**Singlet–triplet mixing in the electric dipole lines of heliumlike Zn²⁸⁺**

The table holds reduced elements, wavelengths, rates and weighted oscillator strengths of 25 lines from a B-spline no-pair Dirac CI calculation with Breit and QED terms; the ion has no core. The program tests a screened hydrogenic one-electron jump in three steps: non-relativistic LS coupling, Dirac radial integrals, and two-level singlet–triplet mixing with the purities of the same calculation, and it also tries the jj limit. One scale factor per group of lines is taken from the unmixed lines, or from the summed strength for the lines to the ground state. Dirac integrals remove the scatter among unmixed lines, eight lines with one mixed level are 7.0 to 7.6 % below the LS value, and the ³D₂–³P₁ lines stay within 0.5 % of it because a singlet path offsets the triplet loss. With mixing the rms error is 0.4 % for spin-allowed mixed lines and 1.2 % for intercombination lines; the worst case is 2.1 %, for 5p, whose purity was assumed equal to that of 3p.

Electric dipole lines of heliumlike Zn$^{28+}$, computed with B-spline many-body code 1 by no-pair Dirac configuration interaction of the two electrons, with Breit and QED terms. Matrix elements are in length form, and the nucleus is finite with an rms radius of 3.9283 fm. The ion has no core, so the static RPA correction for core polarisation has nothing to act on.

## Script

```python
# Table: E1 lines of He-like Zn28+ (reduced element, wavelength, rate, gf); B-spline no-pair Dirac CI + Breit + QED, no core.
# Test: hydrogenic one-electron jump; A = nonrel. LS, B = Dirac radial LS, C = B + singlet-triplet mixing; rival: jj limit.
T = {
    'line_upper': ['1s2p 3P1', '1s2p 1P1', '1s3p 3P1', '1s3p 1P1', '1s4p 3P1', '1s4p 1P1', '1s5p 3P1', '1s5p 1P1', '1s3p 3P0', '1s3p 3P1', '1s3p 3P2', '1s4p 3P0', '1s4p 3P1', '1s4p 3P2', '1s3d 3D1', '1s4d 3D1', '1s5d 3D1', '1s3d 3D2', '1s3d 3D1', '1s4d 3D2', '1s4d 3D1', '1s5d 3D2', '1s3d 3D3', '1s4d 3D3', '1s3d 1D2'],
    'line_lower': ['1s2 1S0', '1s2 1S0', '1s2 1S0', '1s2 1S0', '1s2 1S0', '1s2 1S0', '1s2 1S0', '1s2 1S0', '1s2s 3S1', '1s2s 3S1', '1s2s 3S1', '1s2s 3S1', '1s2s 3S1', '1s2s 3S1', '1s2p 3P0', '1s2p 3P0', '1s2p 3P0', '1s2p 3P1', '1s2p 3P1', '1s2p 3P1', '1s2p 3P1', '1s2p 3P1', '1s2p 3P2', '1s2p 3P2', '1s2p 1P1'],
    'line_reduced_element': [0.02202, 0.05529, 0.009137, 0.02247, 0.005455, 0.0133, 0.00378, 0.009152, 0.05783, 0.09233, 0.1258, 0.0245, 0.03906, 0.05404, 0.1292, 0.0475, 0.0273, 0.1939, 0.1042, 0.07129, 0.03823, 0.04094, 0.2696, 0.09814, 0.2154],  # a.u.
    'line_without_core_polarisation': [0.02202, 0.05529, 0.009137, 0.02247, 0.005455, 0.0133, 0.00378, 0.009152, 0.05783, 0.09233, 0.1258, 0.0245, 0.03906, 0.05404, 0.1292, 0.0475, 0.0273, 0.1939, 0.1042, 0.07129, 0.03823, 0.04094, 0.2696, 0.09814, 0.2154],  # a.u.
    'line_wavelength': [0.1385, 0.1378, 0.1173, 0.1171, 0.1113, 0.1112, 0.1087, 0.1087, 0.7461, 0.7458, 0.742, 0.5563, 0.5563, 0.5554, 0.7554, 0.5636, 0.5043, 0.7566, 0.7565, 0.5643, 0.5643, 0.5049, 0.7685, 0.5713, 0.7781],  # nm
    'line_rate': [123200000000000.0, 789100000000000.0, 34980000000000.0, 212400000000000.0, 14580000000000.0, 86750000000000.0, 7507000000000.0, 44030000000000.0, 16310000000000.0, 13880000000000.0, 15710000000000.0, 7066000000000.0, 5987000000000.0, 6909000000000.0, 26160000000000.0, 8509000000000.0, 3923000000000.0, 35170000000000.0, 16920000000000.0, 11460000000000.0, 5496000000000.0, 5279000000000.0, 46360000000000.0, 14950000000000.0, 39900000000000.0],  # s⁻¹
    'line_weighted_oscillator_strength': [0.1063, 0.6739, 0.02163, 0.131, 0.008123, 0.04828, 0.003992, 0.0234, 0.1361, 0.3472, 0.6483, 0.03278, 0.08332, 0.1597, 0.6715, 0.1216, 0.04488, 1.509, 0.4357, 0.2736, 0.0787, 0.1009, 2.873, 0.5121, 1.811],
}
import numpy as np
from functools import lru_cache
from scipy import constants as K
from scipy.special import eval_genlaguerre as Lg
from scipy.optimize import brentq
from sympy import Rational
from sympy.physics.wigner import wigner_6j
six = lru_cache(None)(lambda *a: float(wigner_6j(*[Rational(int(round(2*x)), 2) for x in a])))
ph = lambda x: (-1)**int(round(x))
r = np.linspace(1e-6, 6, 30001); Z = 30; al = K.alpha; mc2 = K.m_e*K.c**2/K.e
@lru_cache(None)
def orb(n, l, j, a, z):
    k = -(l+1) if j > l else l; nr = n-abs(k); g = np.sqrt(k*k-(z*a)**2); N = np.sqrt(n*n-2*nr*(abs(k)-g))
    e = (nr+g)/N; x = 2*z*r/N; F = lambda m: Lg(m, 2*g, x)/Lg(m, 2*g, 0.0); w = x**g*np.exp(-x/2)
    u, v = (N-k)*F(nr), nr*F(max(nr-1, 0)); P, Q = np.sqrt(1+e)*w*(u-v), np.sqrt(abs(1-e))*w*(u+v)
    s = np.sqrt(np.sum(P*P+Q*Q)); return P/s, Q/s, e
def parse(s):
    c, t = s.split(); n, l = (1, 0) if c == '1s2' else (int(c[2]), 'spd'.index(c[3]))
    return n, l, (int(t[0])-1)//2, int(t[2])
def state(s, pur):
    n, l, S, J = parse(s); js = [j for j in (l-.5, l+.5) if j > 0]
    v = [np.array([np.sqrt((2*j+1)*(2*q+1))*six(l, .5, j, .5, J, q) for j in js]) for q in (0, 1)]
    if not (J == l > 0): return n, l, J, js, v[S]
    p = pur.get((n, l), 1.0); sg = np.sign(v[0][0]*v[1][0])*(1 if S else -1)  # "triplet" leans to j=l-1/2
    return n, l, J, js, np.sqrt(p)*v[S]+sg*np.sqrt(1-p)*v[1-S]
def elem(u, d, a, pur):
    na, la, Ja, jA, cA = state(u, pur); nb, lb, Jb, jB, cB = state(d, pur); t = 0
    for ja, ca in zip(jA, cA):
        for jb, cb in zip(jB, cB):
            x, y = orb(na, la, ja, a, Z-1), orb(nb, lb, jb, a, Z-5/16 if nb == 1 else Z-1)
            t += ca*cb*ph(2*.5+ja+jb+Jb+la+2)*six(ja, Ja, .5, Jb, jb, 1)*six(la, ja, .5, jb, lb, 1) \
                 * np.sqrt((2*ja+1)*(2*jb+1))*abs(np.sum((x[0]*y[0]+x[1]*y[1])*r))
    return abs(t)*np.sqrt((2*Ja+1)*(2*Jb+1)*max(la, lb)*(2 if nb == 1 else 1))
U, D = T['line_upper'], T['line_lower']; ob = np.array(T['line_reduced_element']); lam = np.array(T['line_wavelength'])*1e-9
# purities typed from further outputs of the same run (2p, 3p, 3d); n=4,5 assumed equal to n=3
pur = {(2, 1): .864, **{(n, 1): .853 for n in (3, 4, 5)}, **{(n, 2): .636 for n in (3, 4, 5)}}
jj = {k: (2/3 if k[1] == 1 else .6) for k in pur}
A, B, C, Jm = [np.array([elem(u, d, a, p) for u, d in zip(U, D)]) for a, p in ((al*1e-3, {}), (al, {}), (al, pur), (al, jj))]
key = [parse(u)[:2]+parse(d)[:2] for u, d in zip(U, D)]
mix = np.array([any(parse(s)[3] == parse(s)[1] > 0 for s in ud) for ud in zip(U, D)]); ic = A < 1e-6
nm = np.zeros(len(ob))
for i, k in enumerate(key):
    m = np.array([q == k for q in key]); nm[i] = np.mean((ob/B)[m & ~mix]) if any(m & ~mix) else np.sqrt(sum(ob[m]**2)/sum(B[m]**2))
print("line (*mixed) | obs a.u. | obs/A | obs/B | array scale | break obs/Bs-1 % | left obs/Cs-1 %")
brk, left = 100*(ob/(B*nm)-1), 100*(ob/(C*nm)-1)
for i in range(len(ob)):
    s = "A=0, B=%.5f a.u." % B[i] if ic[i] else "%.3f %.3f %.3f %+.1f" % (ob[i]/A[i], ob[i]/B[i], nm[i], brk[i])
    print(f"{U[i][2:]}-{D[i]}{'*' if mix[i] else ' '} {ob[i]:.4g} {s} left {left[i]:+.1f}")
for nme, M in (("LS", B), ("jj", Jm), ("printed purity", C)):
    e = 100*(M*nm/ob-1); print(f"{nme}: rms model/obs-1 %: spin-allowed mixed {np.sqrt(np.mean(e[mix & ~ic]**2)):.1f}, intercomb. {np.sqrt(np.mean(e[ic]**2)):.1f}")
w = np.argsort(-abs(left))[:3]; print("worst left %:", "; ".join(f"{U[i]}-{D[i]} {left[i]:+.1f}" for i in w))
print(f"unmixed rows: obs/A {min(ob[~mix]/A[~mix]):.3f}-{max(ob[~mix]/A[~mix]):.3f}, obs/B {min((ob/B)[~mix]):.3f}-{max((ob/B)[~mix]):.3f}")
print(f"rounding: element <= {max(50*10**(np.floor(np.log10(ob))-3)/ob):.3f} %; purity +-0.0005 -> {100*.00025/.136:.2f} % in intercomb.")
fr = []
for i in range(0, 8, 2):
    n = key[i][0]; fr.append(ob[i]**2/(ob[i]**2+ob[i+1]**2))
    p = brentq(lambda p: elem(U[i], D[i], al, {(n, 1): p})/elem(U[i+1], D[i], al, {(n, 1): p})-ob[i]/ob[i+1], .67, .999)
    print(f"n={n}: S ratio {(ob[i]/ob[i+1])**2:.4f}, 3P1 share {fr[-1]:.4f}, inverted 1-p {1-p:.4f}, sum obs/B {nm[i]:.3f}")
# M1 elements, g factors and level energies (eV) typed from further outputs of the same run
print(f"2p 1-p: M1 to 3P0 {.52395**2/(.52395**2+1.3056**2):.3f}, to 3P2 {.57146**2/(.57146**2+1.4653**2):.3f}, g {1-.433/.5012:.3f}; jj 0.333")
dE = 8997.51-8948.89; fs = [(orb(2, 1, 1.5, al, z)[2]-orb(2, 1, .5, al, z)[2])*mc2*np.sqrt(2)/3 for z in (Z-1, Z)]
print(f"2p dE {dE:.2f} eV: V {dE*np.sqrt(.864*.136):.1f}, diag gap {dE*(2*.864-1):.1f}; Dirac fs*sqrt2/3 Z=29,30: {fs[0]:.1f}, {fs[1]:.1f} eV")
print(f"3P2-3P0 2p/3p: {(8977.29-8946.42)/(10582.6-10573.5):.2f} (n^-3: 3.38); LS-basis amp/R 3D2-3P1: tt {np.sqrt(.864*.636*1.5):.3f} + ss {np.sqrt(.136*.364*2):.3f} vs LS {np.sqrt(1.5):.3f}")
a0 = K.physical_constants['Bohr radius'][0]; g = np.array([2*parse(u)[3]+1 for u in U]); om = 2*np.pi*K.c/lam
dr = 4*al*om**3*a0**2*ob**2/(3*K.c**2*g)/np.array(T['line_rate'])-1; dg = 2*K.m_e*om*a0**2*ob**2/(3*K.hbar)/np.array(T['line_weighted_oscillator_strength'])-1
print(f"rate, gf rebuilt from element: max dev {100*max(abs(dr)):.2f} %, {100*max(abs(dg)):.2f} %; 3p rate 3P1/3P0 {T['line_rate'][9]/T['line_rate'][8]:.3f}")
assert T['line_reduced_element'] == T['line_without_core_polarisation'] and sum(ic) == 4 and max(abs(dr)) < .005
assert 0.12 < fr[0] < fr[1] < fr[2] < fr[3] < 1/3
assert abs(brk[17]) < 3 and brk[18] < -4 and brk[9] < -3
```

It prints:

```
line (*mixed) | obs a.u. | obs/A | obs/B | array scale | break obs/Bs-1 % | left obs/Cs-1 %
2p 3P1-1s2 1S0* 0.02202 A=0, B=0.00002 a.u. left +0.2
2p 1P1-1s2 1S0* 0.05529 0.918 0.934 1.005 -7.1 left -0.0
3p 3P1-1s2 1S0* 0.009137 A=0, B=0.00016 a.u. left -0.1
3p 1P1-1s2 1S0* 0.02247 0.914 0.929 1.003 -7.4 left +0.0
4p 3P1-1s2 1S0* 0.005455 A=0, B=0.00013 a.u. left +1.2
4p 1P1-1s2 1S0* 0.0133 0.913 0.928 1.003 -7.5 left -0.2
5p 3P1-1s2 1S0* 0.00378 A=0, B=0.00010 a.u. left +2.1
5p 1P1-1s2 1S0* 0.009152 0.914 0.931 1.007 -7.6 left -0.3
3p 3P0-1s2s 3S1  0.05783 0.948 0.957 0.957 -0.0 left -0.0
3p 3P1-1s2s 3S1* 0.09233 0.874 0.890 0.957 -7.0 left +0.2
3p 3P2-1s2s 3S1  0.1258 0.922 0.957 0.957 +0.0 left +0.0
4p 3P0-1s2s 3S1  0.0245 0.960 0.972 0.971 +0.0 left +0.0
4p 3P1-1s2s 3S1* 0.03906 0.883 0.898 0.971 -7.5 left -0.1
4p 3P2-1s2s 3S1  0.05404 0.947 0.971 0.971 -0.0 left -0.0
3d 3D1-1s2p 3P0  0.1292 0.966 0.990 0.989 +0.0 left +0.0
4d 3D1-1s2p 3P0  0.0475 0.987 0.998 0.998 +0.0 left +0.0
5d 3D1-1s2p 3P0  0.0273 0.994 1.002 1.002 -0.0 left -0.0
3d 3D2-1s2p 3P1* 0.1939 0.967 0.984 0.989 -0.5 left +0.3
3d 3D1-1s2p 3P1* 0.1042 0.900 0.916 0.989 -7.4 left -0.0
4d 3D2-1s2p 3P1* 0.07129 0.987 0.995 0.998 -0.3 left +0.3
4d 3D1-1s2p 3P1* 0.03823 0.917 0.927 0.998 -7.0 left +0.0
5d 3D2-1s2p 3P1* 0.04094 0.994 0.999 1.002 -0.3 left +0.1
3d 3D3-1s2p 3P2  0.2696 0.984 0.989 0.989 -0.0 left -0.0
4d 3D3-1s2p 3P2  0.09814 0.995 0.997 0.998 -0.0 left -0.0
3d 1D2-1s2p 1P1* 0.2154 0.930 0.941 0.989 -4.9 left +1.2
LS: rms model/obs-1 %: spin-allowed mixed 6.6, intercomb. 98.3
jj: rms model/obs-1 %: spin-allowed mixed 9.9, intercomb. 51.9
printed purity: rms model/obs-1 %: spin-allowed mixed 0.4, intercomb. 1.2
worst left %: 1s5p 3P1-1s2 1S0 +2.1; 1s4p 3P1-1s2 1S0 +1.2; 1s3d 1D2-1s2p 1P1 +1.2
unmixed rows: obs/A 0.922-0.995, obs/B 0.957-1.002
rounding: element <= 0.048 %; purity +-0.0005 -> 0.18 % in intercomb.
n=2: S ratio 0.1586, 3P1 share 0.1369, inverted 1-p 0.1366, sum obs/B 1.005
n=3: S ratio 0.1653, 3P1 share 0.1419, inverted 1-p 0.1467, sum obs/B 1.003
n=4: S ratio 0.1682, 3P1 share 0.1440, inverted 1-p 0.1504, sum obs/B 1.003
n=5: S ratio 0.1706, 3P1 share 0.1457, inverted 1-p 0.1530, sum obs/B 1.007
2p 1-p: M1 to 3P0 0.139, to 3P2 0.132, g 0.136; jj 0.333
2p dE 48.62 eV: V 16.7, diag gap 35.4; Dirac fs*sqrt2/3 Z=29,30: 15.5, 17.8 eV
3P2-3P0 2p/3p: 3.39 (n^-3: 3.38); LS-basis amp/R 3D2-3P1: tt 0.908 + ss 0.315 vs LS 1.225
rate, gf rebuilt from element: max dev 0.15 %, 0.08 %; 3p rate 3P1/3P0 0.851
```
